\section*{How many unknowns does the electron--hole mobility deserve?}

Electrons and holes drift in opposite directions, so their collisions with each other destroy current although they conserve momentum. I derive the standard estimate of this friction, price its improvements on a solvable model, and apply the outcome to diamond with $n=p=10^{23}\,\mathrm{m^{-3}}$ ($10^{17}\,\mathrm{cm^{-3}}$) free carriers at 300 K.

\subsection*{One unknown per species}
Let both species be isotropic, non-degenerate Maxwellians at temperature $T$, shifted by small drifts $\mathbf v_e,\mathbf v_h$. Put $b=e^2/4\pi\varepsilon$ and $m_r=m_em_h/(m_e+m_h)$. Rutherford scattering at relative speed $w$, cut off at impact parameter $b_{\max}$, has the momentum-transfer cross-section
\begin{equation}
Q=4\pi b_{90}^2\ln\Lambda,\quad b_{90}=\frac{b}{m_rw^2},\quad \ln\Lambda\equiv\tfrac12\ln\!\left(1+b_{\max}^2/b_{90}^2\right).
\end{equation}
I freeze the logarithm at $m_rw^2=3k_BT$. The relative velocity is a shifted Maxwellian of mass $m_r$. To first order in the shift the force density on the electrons is $\mathbf F=np\,\xi\,(\mathbf v_h-\mathbf v_e)$, with
\begin{equation}
\xi=\frac{m_r^2\langle w^3Q\rangle}{3k_BT}=\frac{4\sqrt{2\pi m_r}\,e^4\ln\Lambda}{3(4\pi\varepsilon)^2(k_BT)^{3/2}},
\end{equation}
because $\langle 1/w\rangle=\sqrt{2m_r/\pi k_BT}$. At $n=p$, with lattice mobilities $\mu_n,\mu_p$ and $u=v_h-v_e$, force balance gives $v_h=\mu_p(E-n\xi u/e)$ and $v_e=-\mu_n(E-n\xi u/e)$. With $J=neu$,
\begin{equation}
\frac1\sigma=\frac{1}{ne(\mu_n+\mu_p)}+\frac{\xi}{e^2},\qquad \mu_{eh}=\frac{e}{n\xi}\propto\frac{T^{3/2}}{n\ln\Lambda}.
\end{equation}
The limit $\sigma_0=e^2/\xi$ depends on density only through the logarithm. The Conwell--Weisskopf cutoff $b_{\max}=n^{-1/3}/2$ makes the argument $1+\mathrm{const}\times T^2(np)^{-1/3}$, the form of Fletcher's mobility (1957).

\emph{Question: why should the distributions be shifted Maxwellians?} They are not. Fast carriers scatter less and drift more. The shift is the first trial function of Kohler's variational principle, and it underestimates $\sigma$.

\subsection*{A model with an exact answer}
Make the holes immobile and drop electron--electron and lattice scattering. This is the Lorentz model, with $\nu=4\pi p\,b^2\ln\Lambda/m_e^2v^3$. Write $f=f_0[1+v_zg(x)]$ and $x=m_ev^2/2k_BT$. The angular average supplies the weight $x^{3/2}e^{-x}$ and $\nu\propto x^{-3/2}$, so driving term squared over dissipation is
\begin{equation}
\frac{\sigma[g]}{\sigma_0}=\frac{\left(\int_0^\infty x^{3/2}e^{-x}g\,dx\right)^2}{\Gamma(5/2)^2\int_0^\infty e^{-x}g^2dx}\le\frac{\Gamma(4)}{\Gamma(5/2)^2}=\frac{32}{3\pi}=3.395 .
\end{equation}
The choice $g=1$ returns $\sigma_0$. The Cauchy--Schwarz bound is reached at $g\propto x^{3/2}\propto1/\nu$, the exact solution. Define $\delta=1-\sigma/\sigma_{\rm exact}$. Work $W$ counts multiply-adds, with an assumed $q=10$ for each integral or sample.

\textbf{Polynomials.} Let $g$ have degree $M-1$, so that $M=1$ is the drifted Maxwellian. The Laguerre polynomials $L_k$ are orthonormal under $e^{-x}$, and $\int x^{3/2}e^{-x}L_k\,dx=(-1)^k\Gamma(5/2)\binom{3/2}{k}$. Since $\binom{3/2}{k}^2\simeq(9/16\pi)(k-3/4)^{-5}$, integrating the tail from $M-1/2$ gives
\begin{equation}
\frac{\sigma_M}{\sigma_0}=\sum_{k=0}^{M-1}\binom{3/2}{k}^2,\qquad \delta_M\simeq\frac{27}{2048}\left(M-\tfrac54\right)^{-4}.
\end{equation}
A diagonal basis is luck of this model, so I charge for the general case. In Sonine polynomials $L_k^{(3/2)}$ only $k=0$ is driven and the collision matrix is dense and symmetric. Memory is $M(M+1)/2$, symmetric elimination needs $\sum_{k<M}k(k+1)/2$ updates, and, divisions ignored,
\begin{equation}
W_S=qM(M+1)/2+(M^3-M)/6 .
\end{equation}
Thus $\delta\propto W^{-2}$ while filling dominates and $W^{-4/3}$ later.

\textbf{Energy groups.} Let $g$ be constant on $K$ bins with edges $x_j=-3\ln(1-j/K)$, of local width $\Delta\simeq3e^{x/3}/K$. Optimising the constants gives
\begin{equation}
1-\delta_K=\frac16\sum_{\rm bins}\frac{\left(\int x^{3/2}e^{-x}dx\right)^2}{\int e^{-x}dx},\qquad
\delta_K\simeq\frac16\int_0^\infty\!\frac{\Delta^2}{12}\,\frac{9x}{4}\,e^{-x}dx=\frac{81}{32K^2}=\frac{2.53}{K^2},
\end{equation}
where the loss is the variance of $x^{3/2}$ within each bin. Here I charge generously: two integrals per bin, $W_G=2qK$, memory $K$, $\delta\propto W^{-2}$. A dense carrier--carrier kernel would cost $K^2/2$ memory and $K^3/6$ work, leaving $W^{-2/3}$.

\textbf{Particles.} Exactly, $\sigma=(ne^2/3k_BT)\langle v^2/\nu\rangle\propto\langle x^{5/2}\rangle$. Draw $P$ speeds from the Maxwellian and grant each its exact $1/\nu$, which removes all trajectory noise. The relative standard deviation is
\begin{equation}
\delta_P=\sqrt{\frac{\Gamma(13/2)\Gamma(3/2)/\Gamma(4)^2-1}{P}}=\frac{2.47}{\sqrt P},\qquad W_P=qP .
\end{equation}
Memory is two running sums here and $3P$ once particles collide with each other.

\begin{center}
\begin{tabular}{lrrrl}
method & size & $W$ & memory & $\delta$\\ \hline
polynomial & 1 & 10 & 1 & 0.705\\
 & 2 & 31 & 3 & 0.0428\\
 & 3 & 64 & 6 & $1.38\times10^{-3}$\\
 & 4 & 110 & 10 & $2.28\times10^{-4}$\\
 & 6 & 245 & 21 & $2.6\times10^{-5}$\\
groups & 2 & 40 & 2 & 0.271\\
 & 4 & 80 & 4 & 0.0947\\
 & 8 & 160 & 8 & 0.0292\\
particles & 16 & 160 & 2 & 0.617\\
 & $10^4$ & $10^5$ & 2 & 0.0247
\end{tabular}
\end{center}
The deterministic rows come from the full sums. For stated accuracies the work is as follows. The starred sizes come from the $K^{-2}$ asymptote, which lies above the tabulated values.
\begin{center}
\begin{tabular}{llll}
target $\delta$ & polynomial & groups & particles\\ \hline
$10^{-1}$ & 31 ($M=2$) & 80 ($K=4$) & $6.1\times10^3$\\
$10^{-2}$ & 64 ($M=3$) & 320 ($K=16^*$) & $6.1\times10^5$\\
$10^{-3}$ & 110 ($M=4$) & 1020 ($K=51^*$) & $6.1\times10^7$
\end{tabular}
\end{center}
Polynomials are cheapest at all three targets. They also win inside budgets. $W=10$ buys the drifted Maxwellian. $W=40$ buys $M=2$ with 0.0428 against 0.271 for two groups. $W=160$ buys $M=4$ with $2.28\times10^{-4}$ against 0.0292 and 0.617.

\emph{Question: does the ranking hang on $q=10$?} No. At $q=1$ the three targets cost 4, 10 and 20 for polynomials against 8, 32 and 102 for groups. Both costs are linear in $q$ and the polynomial slope is the smaller one, so larger $q$ keeps the order.

\emph{Question: groups have the better final exponent. When do they overtake?} Equating the asymptotes at equal work gives $M\approx1.6\times10^3$ and $\delta\approx2\times10^{-15}$, which nobody needs.

\subsection*{From the model to diamond}
\emph{Question: holes in diamond are not heavy. Is 0.705 relevant?} It overstates the case, because hole recoil and like-carrier collisions rival the effect. Take equal masses $m$, $n=p$ and no lattice scattering. The perturbations are opposite, $\pm v_zg$, so the terms in which the scatterers are perturbed cancel between electron and hole partners. What remains is the Landau operator for a test particle in a Maxwellian of density $2n$. With $y=\sqrt x$ and the Chandrasekhar function $G=[\operatorname{erf}y-y\operatorname{erf}'y]/2y^2$, its standard quadratic form is
\begin{equation}
A_{jk}=\int_0^\infty y\,e^{-y^2}\left[(\operatorname{erf}y-G)\,g_jg_k+G\,(yg_j)'(yg_k)'\right]dy,\qquad g_k=L_k^{(3/2)}(y^2).
\end{equation}
Here $A_{00}=1/(2\sqrt2)$ against $1/2$ for fixed scatterers, the ratio $\sqrt{m_r/m}$ that $\xi$ demands. Further, $A_{01}/A_{00}=3/4$ and $A_{11}/A_{00}=59/16$. Then $\sigma_M/\sigma_0=A_{00}(A^{-1})_{00}$ equals $59/50=1.18$ for $M=2$ and 1.190 for $M=3$. All are lower bounds, so the drifted Maxwellian is low by at least 16 per cent, and $M=2$ differs from $M=3$ by 0.8 per cent.

For numbers I use the compiled static dielectric constant 5.7 at 300 K (Ioffe Institute). I assume isotropic masses $m_e=m_h=0.4\,m_0$, typical in size of diamond's conductivity masses, and a typical $\mu_n+\mu_p=0.4\ \mathrm{m^2/(V\,s)}$. The single-valley effective density of states, $6.3\times10^{24}\,\mathrm{m^{-3}}$, justifies Maxwellians. Then $\xi=8.77\times10^{-42}\ln\Lambda\ \mathrm{kg\,m^3/s}$ and $b_{90}=3.26$ nm.
\begin{center}
\begin{tabular}{lcccc}
cutoff & $b_{\max}$ (nm) & $\ln\Lambda$ & $\mu_{eh}$ & $\sigma/ne$\\ \hline
$n^{-1/3}/2$ & 10.8 & 1.24 & 0.15 & 0.11\\
Debye length $\sqrt{\varepsilon k_BT/2ne^2}$ & 6.38 & 0.79 & 0.23 & 0.15
\end{tabular}
\end{center}
Mobilities are in $\mathrm{m^2/(V\,s)}$, for $M=1$, and they belong to the model. Two defensible cutoffs differ by a factor 1.6 in $\xi$. Large-angle terms dropped from the Landau operator have relative size $1/\ln\Lambda$, which is of order one. The reduced de Broglie length $\hbar/\sqrt{3m_rk_BT}=2.2$ nm is comparable with $b_{90}$, so the classical cutoff is doubtful too. As typical knowledge and not as a measurement, the summed mobility of photoexcited diamond starts falling near $10^{22}\,\mathrm{m^{-3}}$ and is of order $0.1\ \mathrm{m^2/(V\,s)}$ at our density. The model has that order and no sharper claim.

\emph{Question: what about excitons?} With a typical binding energy of 80 meV, unscreened, and cancelling degeneracies, mass action gives $np/n_x=(m_rk_BT/2\pi\hbar^2)^{3/2}e^{-E_b/k_BT}=5.1\times10^{22}\,\mathrm{m^{-3}}$. If $10^{23}\,\mathrm{m^{-3}}$ counted all excited pairs, a fraction 0.5 would be free. That doubles the lattice term in $1/\sigma$ and moves $\xi/e^2$ only through the logarithm. Carrier--exciton scattering is left out of the model.

\emph{Question: so what would you compute?} For a 20 per cent target on the distribution shape at equal masses, $M=1$ suffices. For unknown or unequal masses take $M=2$, about three times the work per species block, since it cuts the Lorentz-model deviation from 0.705 to 0.0428. At $M\ge2$ add the lattice and carrier collision matrices before inverting, because the series formula holds only at $M=1$. Beyond $M=2$ the gain of 0.8 per cent is buried under the factor 1.6, and further work belongs in the screened cross-section. Polynomials with a speed-dependent logarithm accept it at the same matrix size.